**Mass, length and shape in the anharmonic constants of group 1 and 2 dimers**

The table holds r_e, ω_e, ω_e x_e, B_e, α_e and D_e of H₂, four alkali dimers and three group 2 dimers from PySCF at PBE/def2-SVPD, with core potentials from Rb on and no spin-orbit coupling. The program extracts the mass-free Dunham coefficients a₀, a₁ and a₂ and tests the parameter-free Morse and Pekeris relations, with Lennard-Jones 12-6 and Kratzer shapes as alternatives. The fall of ω_e x_e down each group comes from mass and bond length, while the skew −a₁ is near 2 for the alkalis and 3.5 to 4 for group 2, whose wells are shallower at similar stiffness. The Pekeris relation gives α_e within 18 % for the metal dimers and is 34 % low for H₂. The Morse estimate exceeds D_e by 13 to 26 % in group 2 and by 32 to 79 % for the alkalis, whose stretched curves rise well above a Morse curve of depth D_e.

PySCF 2.14.0, unrestricted PBE/def2-SVPD with fixed occupations and no spin-orbit coupling; singlet homonuclear dimers of groups 1 and 2, with scalar-relativistic core potentials where marked ECP. Constants come from Dunham fits to the bond curves for the main isotopes. D_e is relative to high-spin ground-configuration atoms, without counterpoise correction.

## The fit in Python

```python
# Table: spectroscopic constants (r_e, omega_e, omega_e x_e, B_e, alpha_e, D_e) of H2 and group 1 and 2
# dimers, PySCF PBE/def2-SVPD. Tested: Dunham mass/length/shape split, Morse and Pekeris relations,
# with Lennard-Jones 12-6 and Kratzer shapes as alternatives.
T = {
    'molecule': ['H2', 'Li2', 'Be2', 'Na2', 'Ca2', 'Rb2', 'Sr2', 'Cs2'],
    'Z': [1, 3, 4, 11, 20, 37, 38, 55],
    'valence': [2, 2, 4, 2, 4, 2, 4, 2],
    'rel': ['non-relativistic', 'non-relativistic', 'non-relativistic', 'non-relativistic', 'non-relativistic', 'ECP', 'ECP', 'ECP'],
    're': [0.768, 2.783, 2.45, 3.105, 4.132, 4.289, 4.568, 4.749],  # Å
    'we': [4275, 322, 360, 157, 89, 54, 50, 39],  # 1/cm
    'wexe': [110, 2.17, 7.94, 0.719, 0.726, 0.096, 0.324, 0.0585],  # 1/cm
    'be': [56.77, 0.6206, 0.6232, 0.1521, 0.0494, 0.02159, 0.01838, 0.01125],  # 1/cm
    'alpha': [2.67, 0.00633, 0.0159, 0.000877, 0.000439, 5.13e-05, 0.000123, 2.14e-05],  # 1/cm
    'de': [4.45, 0.89, 0.45, 0.8, 0.27, 0.53, 0.2, 0.48],  # eV
    'morse': [5.14, 1.48, 0.51, 1.06, 0.34, 0.95, 0.24, 0.82],  # eV
}
import numpy as np
from scipy import constants as C
m = T['molecule']
re, we, wx, be, al, de, mo = (np.array(T[q], float) for q in ('re', 'we', 'wexe', 'be', 'alpha', 'de', 'morse'))
i = {n: j for j, n in enumerate(m)}
cm = C.h * C.c * 100 / C.e
Eh = C.physical_constants['Hartree energy in eV'][0]
g2 = np.array(T['valence']) == 4
g1 = ~g2 & (np.array(m) != 'H2')
# typed from the further outputs of the same runs: masses (u), lowest energy, innermost and outermost points
mass = np.array([1.007825, 7.016004, 9.012182, 22.98977, 39.96259, 84.91179, 87.90561, 132.905447])
e0 = np.array([-1.160638, -14.9404, -29.24023, -324.229714, -1354.49476, -48.18311, -61.35404, -40.31189])
ri = np.array([0.6536, 2.3951, 2.1715, 2.6832, 3.661, 3.7014, 4.042, 4.1005])
ei = np.array([-1.150234, -14.93556, -29.23569, -324.225285, -1354.49113, -48.17926, -61.35074, -40.30801])
ro = np.array([1.178, 4.3168, 3.9137, 4.836, 6.5983, 6.6712, 7.285, 7.3904])
eo = np.array([-1.109768, -14.9179, -29.22647, -324.208887, -1354.4858, -48.16803, -61.34731, -40.29642])
k = mass / 2 * C.atomic_mass * (2 * np.pi * C.c * 100 * we)**2 / 100
a0 = we**2 / (4 * be) * cm
s = wx / be
a1 = -1 - al * we / (6 * be**2)
a2 = 1.25 * a1**2 - s / 1.5
D = a0 / de
da1 = (-a1 - 1) * (0.5 / we + 0.5 * 10**(np.floor(np.log10(al)) - 2) / al)
print('Mass-free shape: k mdyn/A | a0=k re^2/2 eV | wexe/Be | -a1 (rounding) | a2 | a2/a1^2 (Morse 0.583)')
for j, n in enumerate(m):
    print(f'{n:4s} {k[j]:.3f} | {a0[j]:.2f} | {s[j]:.2f} | {-a1[j]:.2f} ({da1[j]:.2f}) | {a2[j]:.2f} | {a2[j]/a1[j]**2:.2f}')
pek = 6 * be**2 / we * (np.sqrt(s) - 1) / al - 1
pde = 6 * be**2 / we * (np.sqrt(D) - 1) / al - 1
ex = mo / de - 1
dex = mo / de * (0.005 / de + 0.005 / mo)
print('Morse: a0/De | beta*re from De, wexe | Morse estimate over De % (rounding) | alpha error % Pekeris, from De')
for j, n in enumerate(m):
    print(f'{n:4s} {D[j]:.1f} | {np.sqrt(D[j]):.2f}, {np.sqrt(s[j]):.2f} | {100*ex[j]:+.0f} ({100*dex[j]:.0f}) | {100*pek[j]:+.0f}, {100*pde[j]:+.0f}')
V = lambda d, b, r: d * (1 - np.exp(-b * (r / re - 1)))**2
fo = (eo - e0) * Eh / de
fD, fL = V(de, np.sqrt(D), ro) / de, V(mo, np.sqrt(s), ro) / de
rin = (ei - e0) * Eh / V(de, np.sqrt(D), ri)
print('Curve: outer r/re | V/De computed, Morse(De), Morse(wexe) | inner r/re, computed/Morse(De)')
for j, n in enumerate(m):
    t = ' outer point spin-broken' if n == 'Rb2' else ''
    print(f'{n:4s} {ro[j]/re[j]:.2f} | {fo[j]:.2f}, {fD[j]:.2f}, {fL[j]:.2f} | {ri[j]/re[j]:.2f}, {rin[j]:.2f}{t}')
for a, b in (('Li2', 'Cs2'), ('Be2', 'Sr2')):
    p, q = i[a], i[b]
    print(f'{a}/{b}: wexe {wx[p]/wx[q]:.1f} = mass {mass[q]/mass[p]:.1f} x re^2 {(re[q]/re[p])**2:.2f} x shape {s[p]/s[q]:.2f}')
    print(f'{a}/{b}: alpha {al[p]/al[q]:.0f}; we {we[p]/we[q]:.1f} = sqrt mass {np.sqrt(mass[q]/mass[p]):.2f} x sqrt k {np.sqrt(k[p]/k[q]):.2f}')
for a, b in (('Be2', 'Li2'), ('Sr2', 'Rb2')):
    p, q = i[a], i[b]
    print(f'{a}/{b}: wexe {wx[p]/wx[q]:.2f}, Be {be[p]/be[q]:.2f}, wexe/Be {s[p]/s[q]:.2f}, k {k[p]/k[q]:.2f}, a0 {a0[p]/a0[q]:.2f}, De {de[p]/de[q]:.2f}, a0/De {D[p]/D[q]:.2f}')
for n, g in (('alkali', g1), ('group 2', g2)):
    print(f'{n}: mean -a1 {-a1[g].mean():.2f}, mean wexe/Be {s[g].mean():.1f}, Morse excess {100*ex[g].min():.0f} to {100*ex[g].max():.0f} %, k ~ re^{np.polyfit(np.log(re[g]), np.log(k[g]), 1)[0]:.1f}')
print(f'Lennard-Jones 12-6: -a1 7, wexe/Be {1.5*(1.25*49-371/12):.1f}, a0/De 36; group 2 a0/De {D[g2].min():.0f} to {D[g2].max():.0f}')
print(f'Kratzer: -a1 2, a2 3, wexe/Be 3, a0/De 1; alkali a2 {a2[g1].min():.1f} to {a2[g1].max():.1f}, a0/De {D[g1].min():.1f} to {D[g1].max():.1f}')
w = np.argsort(-abs(pek))[:2]
print(f'worst Pekeris rows: {m[w[0]]} {100*pek[w[0]]:+.0f} %, {m[w[1]]} {100*pek[w[1]]:+.0f} %; largest Morse excess {m[int(np.argmax(ex))]}')
rough = {'Li2': 1.1, 'Be2': 0.12, 'Ca2': 0.14, 'Sr2': 0.13}  # rough recalled measured De, eV
print('PBE De / rough recalled De: ' + ', '.join(f'{n} {de[i[n]]/v:.1f}' for n, v in rough.items()))
assert np.all(ex > 0)
assert np.all(-a1[g2] > 3) and np.all(abs(a1[g1] + 2) < 0.2)
assert np.all(abs(pek[g1 | g2]) < 0.2) and ex[g1].min() > ex[~g1].max()
# a1 of the fits of the same runs, typed for H2, Li2, Sr2
assert all(abs(a1[i[n]] / v - 1) < 0.01 for n, v in (('H2', -1.591), ('Li2', -1.883), ('Sr2', -4.039)))
```

Output:

```
Mass-free shape: k mdyn/A | a0=k re^2/2 eV | wexe/Be | -a1 (rounding) | a2 | a2/a1^2 (Morse 0.583)
H2   5.426 | 9.98 | 1.94 | 1.59 (0.00) | 1.87 | 0.74
Li2  0.214 | 5.18 | 3.50 | 1.88 (0.00) | 2.10 | 0.59
Be2  0.344 | 6.45 | 12.74 | 3.46 (0.01) | 6.44 | 0.54
Na2  0.167 | 5.02 | 4.73 | 1.99 (0.00) | 1.81 | 0.46
Ca2  0.093 | 4.97 | 14.70 | 3.67 (0.02) | 7.02 | 0.52
Rb2  0.073 | 4.19 | 4.45 | 1.99 (0.01) | 1.99 | 0.50
Sr2  0.065 | 4.22 | 17.63 | 4.03 (0.04) | 8.59 | 0.53
Cs2  0.060 | 4.19 | 5.20 | 2.10 (0.02) | 2.04 | 0.46
Morse: a0/De | beta*re from De, wexe | Morse estimate over De % (rounding) | alpha error % Pekeris, from De
H2   2.2 | 1.50, 1.39 | +16 (0) | -34, -16
Li2  5.8 | 2.41, 1.87 | +66 (1) | -1, +60
Be2  14.3 | 3.78, 3.57 | +13 (2) | +5, +13
Na2  6.3 | 2.51, 2.17 | +32 (1) | +18, +52
Ca2  18.4 | 4.29, 3.83 | +26 (4) | +6, +23
Rb2  7.9 | 2.81, 2.11 | +79 (3) | +12, +83
Sr2  21.1 | 4.59, 4.20 | +20 (6) | +5, +18
Cs2  8.7 | 2.95, 2.28 | +71 (3) | +16, +78
Curve: outer r/re | V/De computed, Morse(De), Morse(wexe) | inner r/re, computed/Morse(De)
H2   1.53 | 0.31, 0.30, 0.32 | 0.85, 1.02
Li2  1.55 | 0.69, 0.54, 0.69 | 0.86, 0.93
Be2  1.60 | 0.83, 0.80, 0.88 | 0.89, 0.95
Na2  1.56 | 0.71, 0.57, 0.65 | 0.86, 0.92
Ca2  1.60 | 0.90, 0.85, 1.02 | 0.89, 0.92
Rb2  1.56 | 0.77, 0.62, 0.85 | 0.86, 0.90 outer point spin-broken
Sr2  1.59 | 0.92, 0.87, 1.01 | 0.88, 0.93
Cs2  1.56 | 0.88, 0.65, 0.88 | 0.86, 0.89
Li2/Cs2: wexe 37.1 = mass 18.9 x re^2 2.91 x shape 0.67
Li2/Cs2: alpha 296; we 8.3 = sqrt mass 4.35 x sqrt k 1.90
Be2/Sr2: wexe 24.5 = mass 9.8 x re^2 3.48 x shape 0.72
Be2/Sr2: alpha 129; we 7.2 = sqrt mass 3.12 x sqrt k 2.31
Be2/Li2: wexe 3.66, Be 1.00, wexe/Be 3.64, k 1.61, a0 1.24, De 0.51, a0/De 2.46
Sr2/Rb2: wexe 3.38, Be 0.85, wexe/Be 3.96, k 0.89, a0 1.01, De 0.38, a0/De 2.67
alkali: mean -a1 1.99, mean wexe/Be 4.5, Morse excess 32 to 79 %, k ~ re^-2.4
group 2: mean -a1 3.72, mean wexe/Be 15.0, Morse excess 13 to 26 %, k ~ re^-2.6
Lennard-Jones 12-6: -a1 7, wexe/Be 45.5, a0/De 36; group 2 a0/De 14 to 21
Kratzer: -a1 2, a2 3, wexe/Be 3, a0/De 1; alkali a2 1.8 to 2.1, a0/De 5.8 to 8.7
worst Pekeris rows: H2 -34 %, Na2 +18 %; largest Morse excess Rb2
PBE De / rough recalled De: Li2 0.8, Be2 3.8, Ca2 1.9, Sr2 1.5
```
